A dilute gas of carriers loses a fixed amount of entropy per carrier, $k\ln 10$, each time its density rises tenfold, because each carrier then has ten times fewer states to choose from. At constant relaxation time in a parabolic band, the size of the Seebeck coefficient $S$ is just this entropy per carrier divided by the charge $e$. With $k$ the Boltzmann constant, a decade of doping should therefore cost $(k/e)\ln 10 = 198$ µV/K. The holes in the table mostly follow this rule, while the electrons leave it early.

Transport in doped cubic AlGa3N4 (P-43m, 8-atom cell) from interpolated rigid PBEsol bands at constant relaxation time, computed with Ansatz 0.2.0 (plane-wave PAW, scalar-relativistic, no spin polarisation, 420 eV cutoff, 6×6×6 k mesh). Positive doping means holes, negative electrons; the conductivity mass is n e²τ divided by the conductivity, with n the carrier density.

```csv
temperature (K),doping (1e18 cm^-3),Seebeck xx (microV/K),conductivity mass 1 (m_e)
300,-1,-295,0.219
300,-10,-122,0.227
300,-100,-32.5,0.276
300,-1000,-17.6,0.456
300,1,677,1.10
300,10,478,1.10
300,100,282,1.10
300,1000,106,1.12
600,-1,-385,0.232
600,-10,-197,0.238
600,-100,-64.3,0.281
600,-1000,-33.8,0.455
600,1,758,1.12
600,10,559,1.12
600,100,362,1.12
600,1000,172,1.13
900,-1,-441,0.246
900,-10,-248,0.250
900,-100,-94.0,0.288
900,-1000,-50.0,0.454
900,1,806,1.14
900,10,607,1.14
900,100,409,1.14
900,1000,216,1.15
```

In this table the sign of $S$ follows the carrier, negative for electrons and positive for holes, so sizes are compared here. What decides the size is the number of carriers per thermally accessible state, $n/N$, where $n$ is the carrier density and

$$N = 2\left(\frac{m kT}{2\pi\hbar^2}\right)^{3/2},\qquad |S| = \frac{k}{e}\left[\frac52-\ln\frac{n}{N}\right]\quad (n\ll N).$$

Here $m$ is the mass that counts states. A heavy band offers many states within $kT$ of its edge, so its carriers stay dilute up to high doping.

**Holes: many states.** At 300 K and $10^{18}$ cm⁻³ the holes reach 677 µV/K, which the formula turns into a state-counting mass of about 4. The conductivity mass is only 1.10, and used in its place it would give 506 µV/K. The two masses differ because they measure different things: several bands meeting at one edge add up their states, and heavy directions supply states while light directions carry the current. Three bands normally meet at the valence edge of such a cubic nitride when spin-orbit splitting is left out, as here. Three equal isotropic bands would not be enough to join the two masses, which points to strongly direction-dependent bands as well. The value of about 4 is less certain than the trend, because dilute holes sit close to the zone centre, where the bands are expected to meet and interpolation from a coarse mesh is hardest. At $10^{21}$ cm⁻³ and 300 K the holes too begin to fill their states, with 4.7 holes per thermal state, and the last decade costs only 176 µV/K.

**Electrons: few states.** The light conduction band, with a mass near 0.22, already holds 0.4 electrons per thermal state at 300 K and $10^{18}$ cm⁻³. With more doping the states near the edge fill up, and only electrons within about $kT$ of the Fermi level still carry entropy. The logarithm then gives way to a power law,

$$|S| \approx \frac{k}{e}\,\frac{\pi^2}{2}\,\frac{kT}{E_F},$$

with $E_F$ the filling energy above the band edge. At 300 K and $10^{20}$ cm⁻³ only 32.5 µV/K is left, so a further decade cannot remove more than that.

The 300 K row at $10^{20}$ electrons per cm³ shows the steps. For a mass of 1, $N$ is about $2.5\times10^{19}$ cm⁻³; the tabulated mass of 0.276 lowers it to $3.6\times10^{18}$, which leaves 27 electrons per state. Then $E_F/kT = (\tfrac{3\sqrt{\pi}}{4}\times 27)^{2/3} \approx 11$, and $|S| \approx 86\times\pi^2/(2\times 11) \approx 39$ µV/K. The calculation gives 32.5.

The estimate is too high because the band, though held rigid, is flatter than a parabola away from its edge, so that the conductivity mass grows as the Fermi level rises. Added electrons then raise the conductivity less than in proportion to their number, and the Mott formula, which ties $S$ to the growth of conductivity with energy, multiplies the result by $1 - d\ln m/d\ln n$. Taking this slope from the decade below or the decade above gives 35 or 30 µV/K, on either side of the computed value. The radius of the electron pocket at this doping is still smaller than the spacing of the k mesh, so these masses rest on interpolation, and no convergence test is at hand.

**The irregular rows.** At 300 K and $10^{21}$ electrons per cm³ the mass jumps to 0.456, yet $S$ falls only to 17.6 µV/K, less than a factor of two, where a parabola with fixed mass would lose a factor of 4.6. Flattening explains most of the mass: a Kane band set by the masses at $10^{18}$ and $10^{20}$ reaches 0.42. It does not explain the Seebeck coefficient. One isotropic pocket whose mass still rises with filling can give at most 14 µV/K, and the computed value lies 28 % above that ceiling. The rows at 600 and 900 K with the same doping also lie above their ceilings.

Unless the mass has begun to fall again at this filling, the Fermi level must meet more states than one such pocket has. For a single pocket the filling energy would be roughly 1 eV, high enough that further conduction valleys may have begun to fill, but a strongly warped Fermi surface would also add states. Choosing between them needs the bands and the chemical potential, which are not given. In a real crystal this much dopant would also alter the bands, which are held rigid here, and PBEsol tends to make electron masses too light.

**Heating** acts through the same count. It opens more states to dilute carriers, so their $S$ grows with the logarithm of temperature; in the degenerate limit $S$ grows in proportion to temperature, and at $10^{21}$ electrons per cm³ it nearly triples from 300 to 900 K.

The output below compares this model with every row. One hole mass, set by the 300 K row at $10^{18}$ cm⁻³, reproduces the other eleven hole rows within 15 µV/K. For electrons the model takes the tabulated mass and omits the flattening correction; it is up to 18 % above the computed size through $10^{20}$ cm⁻³ and about a fifth below it at $10^{21}$.

Numerical output:

```
Seebeck sizes in microV/K:
  row  doping  computed  model  model less computed  carriers per thermal state  fall over last decade (0 if none)
  300      -1       295  299.8                4.753                      0.3888                                  0
  300     -10       122  127.8                5.814                       3.685                                173
  300    -100      32.5  38.31                5.808                       27.48                               89.5
  300   -1000      17.6  13.73               -3.866                       129.4                               14.9
  300       1       677    677              0.03593                    0.004719                                  0
  300      10       478  478.9               0.9373                     0.04719                                199
  300     100       282  283.7                1.689                      0.4719                                196
  300    1000       106  112.5                6.522                       4.719                                176
  600      -1       385  394.8                9.839                      0.1261                                  0
  600     -10       197  207.6                10.61                       1.213                                188
  600    -100      64.3  75.99                11.69                       9.459                              132.7
  600   -1000      33.8  27.32               -6.478                       45.91                               30.5
  600       1       758  766.6                8.609                    0.001668                                  0
  600      10       559  568.3                9.302                     0.01668                                199
  600     100       362    371                9.016                      0.1668                                197
  600    1000       172  183.3                 11.3                       1.668                                190
  900      -1       441  454.3                13.35                     0.06286                                  0
  900     -10       248  262.1                 14.1                      0.6135                                193
  900    -100        94  109.6                15.56                       4.962                                154
  900   -1000        50  40.68               -9.316                       25.07                                 44
  900       1       806    819                13.01                   0.0009081                                  0
  900      10       607  620.7                13.65                    0.009081                                199
  900     100       409  422.9                13.85                     0.09081                                198
  900    1000       216  230.4                14.43                      0.9081                                193
Fall per tenfold doping for dilute carriers, microV/K: 198.4
Density-of-states mass of holes from the lightest 300 K row, m_e: 4.147
Hole Seebeck at 1e18 and 300 K if the conductivity mass were the whole story, microV/K: 505.5
Number of equal isotropic bands that would join the two hole masses: 7.32
Computed rise of hole Seebeck at 1e18 from 300 to 600 K, microV/K: 81
Parabolic rise for the same step, microV/K: 89.6
Electrons 1e20 at 300 K, corrected with mass slope of the decade below, microV/K: 35.06
Electrons 1e20 at 300 K, corrected with mass slope of the decade above, microV/K: 29.95
Electrons 1e21 at 300 K, computed Seebeck over one-pocket ceiling: 1.282
Electrons 1e21 at 300 K, one pocket corrected with mass slope of the last decade, microV/K: 10.74
Fall factor per tenfold doping of a degenerate parabola with fixed mass: 4.642
Electron mass at 1e21 continued from 1e18 and 1e20 by a Kane band at 300 K, m_e: 0.423
Rough filling energy of one Kane pocket at 1e21, eV: 1.08
Electron Fermi wavevector at 1e20 over k-mesh spacing: 0.6127
```
